**Ionising Lu and Hf: a forecast from the rest of the 5d series**

**The problem**

From Ta to Hg the tabulated ionisation energy (IE) removes a 6s electron; Lu and Hf lose a 5d electron. The level is Dirac–BLYP without spin polarisation. ε is the eigenvalue of the highest occupied level and ⟨r⟩ its mean radius.

Neutral 5d-series atoms, Lu to Hg, computed with radks 1 (radial solver, with Libxc): all-electron Dirac Kohn-Sham, BLYP functional, no spin polarisation, spherical densities, point nucleus. NIST's ground configurations are imposed, with open shells shared between the two j in proportion to 2j+1. The ionisation energy is a difference of total energies.

```
species   Z       configuration  electron removed from  ionisation energy (eV)  −ε(highest occupied) (eV)  highest level mean radius (bohr)  highest level  NIST table (eV)  computed less table (eV)  −ε / IE
     Lu  71   [Xe] 4f14 5d1 6s2                     5d                       ?                          ?                                 ?              ?                ?                         ?        ?
     Hf  72   [Xe] 4f14 5d2 6s2                     5d                       ?                          ?                                 ?              ?                ?                         ?        ?
     Ta  73   [Xe] 4f14 5d3 6s2                     6s                 8.39610                     3.2294                            2.3127          5d5/2         7.549571                     0.847      n/a
      W  74   [Xe] 4f14 5d4 6s2                     6s                 8.81900                     4.0591                            2.1235          5d5/2          7.86403                     0.955      n/a
     Re  75   [Xe] 4f14 5d5 6s2                     6s                 9.19506                     4.8832                            1.9775          5d5/2          7.83352                      1.36      n/a
     Os  76   [Xe] 4f14 5d6 6s2                     6s                 9.53732                     5.7054                            1.8591          5d5/2          8.43823                      1.10      n/a
     Ir  77   [Xe] 4f14 5d7 6s2                     6s                 9.85441                     6.2660                            2.9121          6s1/2          8.96702                     0.887    0.636
     Pt  78   [Xe] 4f14 5d9 6s1                     6s                 9.25490                     5.5387                            1.7454          5d5/2          8.95883                     0.296      n/a
     Au  79  [Xe] 4f14 5d10 6s1                     6s                 9.48400                     5.7922                            2.8772          6s1/2         9.225554                     0.258    0.611
     Hg  80  [Xe] 4f14 5d10 6s2                     6s                 10.7077                     6.8007                            2.7090          6s1/2        10.437504                     0.270    0.635
```

**Reading the known rows**

The highest level is 5d5/2 in Ta–Os and Pt, but 6s1/2 in Ir, Au and Hg, so the jumps in ⟨r⟩ are changes of orbital. Over Ta–Os, −ε(5d5/2) rises by 0.82–0.83 eV per element, while the 6s IE rises by only 0.3–0.4 eV per element from Ta to Ir. Screening explains the contrast: the added 5d electrons lie inside the 6s orbital and shield it well, but shield one another poorly. Continuing the 6s curve leftwards gives values above 7 eV, for the wrong shell.

**Eigenvalue plus charging energy**

Janak's theorem states ∂E/∂n = ε for the occupation n of a level. If E is quadratic in n with curvature U, ε drops by U as one electron leaves, and integration gives IE = −ε + U/2. With the exact functional the highest ε would equal −IE; the gap reflects self-interaction and the wrong potential tail of a gradient functional.

A conducting sphere of radius R is the simpler analogue: one charge costs e²/2R, about 14 eV·bohr divided by R. This suggests U/2 = c/⟨r⟩. An orbital has no surface, the other electrons relax and E is only roughly quadratic in n, so c is empirical. The 6s rows Ir, Au and Hg give (IE + ε)⟨r⟩ = 10.45, 10.62 and 10.58 eV·bohr, with mean 10.55, the upper value.

A lower value comes from Pt. With U_ss, U_sd and U_dd the pair curvatures, moving an electron from 6s to 5d lowers the 6s IE by U_sd − U_ss and raises ε(5d) by U_dd − U_sd. Pt lies 0.893 eV below a least-squares cubic through the six s² rows, and its −ε lies 1.82 eV below the Ta–Os straight line. With U_ss = 3.588 + 3.692 = 7.28 eV from Ir and Au, U_dd = 9.99 eV and c = 9.99/2 × 1.7454 = 8.72. This needs a two-step extrapolation and uses Ir and Pt, whose imposed configurations are non-aufbau here. That a diffuse 5d falls between the two values, c = 9.64 ± 0.92, is an assumption.

**Worked estimate for Lu**

Cubics through the four Ta–Os values of −ε and 1/⟨r⟩ give 1.54 eV and 2.95 bohr; each bar is twice the gap to a lower-order fit. The electron leaves both j levels, 40 % from the deeper 5d3/2, which adds 0.4 times the splitting (roughly recalled as 0.25 eV for Lu, 0.4 eV for Hf). Then IE = 1.54 + 0.10 + 9.64/2.95 = 4.91 eV. The bar is mostly 0.92/2.95 = 0.31 eV, combined in quadrature with the smaller terms and rounded up. Neither Lu nor Hf entered any fit.

**Sign of the error**

In Ta–Ir ionisation leaves an unpaired 6s electron whose exchange with the N unpaired 5d electrons would stabilise the ion; omitting it raises the IE. The errors against NIST follow 0.14 + 0.23 N eV (least squares, five rows, W 0.12 eV low) and peak at Re. That spin is the cause is argued, since no polarised run tests it. Continued, the line gives positive errors. But removing 5d leaves the ion with fewer unpaired electrons than the neutral, so the omitted spin, term and fine-structure energy favours the neutral, and leaving it out lowers the computed IE. Pt and Au are a caution: in both the neutral holds one more unpaired electron than the ion, yet their errors are +0.296 and +0.258 eV, so spin alone does not fix the sign.

**Forecasts (Lu, then Hf)**

- Highest level: 5d5/2 in both.
- −ε: 1.54 ± 0.09 and 2.39 ± 0.03 eV.
- ⟨r⟩: 2.95 ± 0.12 and 2.57 ± 0.03 bohr.
- IE: 4.9 ± 0.4 and 6.3 ± 0.4 eV; Hf→Ta step about 2 eV.
- −ε/IE: 0.31 ± 0.03 and 0.38 ± 0.02, far below 0.61–0.64, since U/2 stays at 3–4 eV while −ε shrinks.
- Error against NIST: negative, −0.5 ± 0.4 eV; this number, sign included, leans on roughly recalled measurements and is no foresight.

The withheld rows as computed:

```
species   Z      configuration  electron removed from  ionisation energy (eV)  −ε(highest occupied) (eV)  highest level mean radius (bohr)  highest level  NIST table (eV)  computed less table (eV)  −ε / IE
     Lu  71  [Xe] 4f14 5d1 6s2                     5d                 5.15280                     1.5072                            3.0158          5d5/2         5.425871                    -0.273    0.293
     Hf  72  [Xe] 4f14 5d2 6s2                     5d                 6.37817                     2.3857                            2.5785          5d5/2          6.82507                    -0.447    0.374
```

**Hits and misses**

The highest level is right and every number falls inside its bar. For Hf, −ε, ⟨r⟩ and the ratio miss by under 0.01 in their units, and the IE of 6.378 eV is 0.08 above the forecast.

Lu is harder. Its −ε came out 0.03 eV smaller, its radius 0.07 bohr larger and its ratio 0.02 lower. The first two would lower the IE, yet 5.153 eV is 0.245 above 4.91. The miss therefore sits in c: (5.153 − 1.507 − 0.10) × 3.016 = 10.69, just outside the bracket. The excess is worth about 0.05 eV, no more than the doubt in the recalled splitting. Hf implies 9.88. One constant for 5d is thus too simple: c falls from Lu through Hf to the indirect Pt value. The table does not show the cause: the shape of the 5d orbital and the number of other electrons that relax both change along the series.

The errors are negative, −0.273 and −0.447 eV, against forecasts built on the recalled 5.4 and 6.8 eV; they inherit the IE misses. The larger deficit in Hf suits the spin argument but was not forecast. With spin, terms, Breit and QED absent, BLYP alone cannot be blamed.

**The step to tantalum**

The computed Hf→Ta step is 2.018 eV against a measured 0.725 eV, because the error swings from −0.447 to +0.847 eV as the ionised shell changes. Applied to 5d removal from Ta, the model gives 3.23 + 9.64/2.31 = 7.4 eV before the j correction, below the 8.40 eV computed for 6s. This untested estimate suggests that the size of the step depends on the imposed ion configuration.
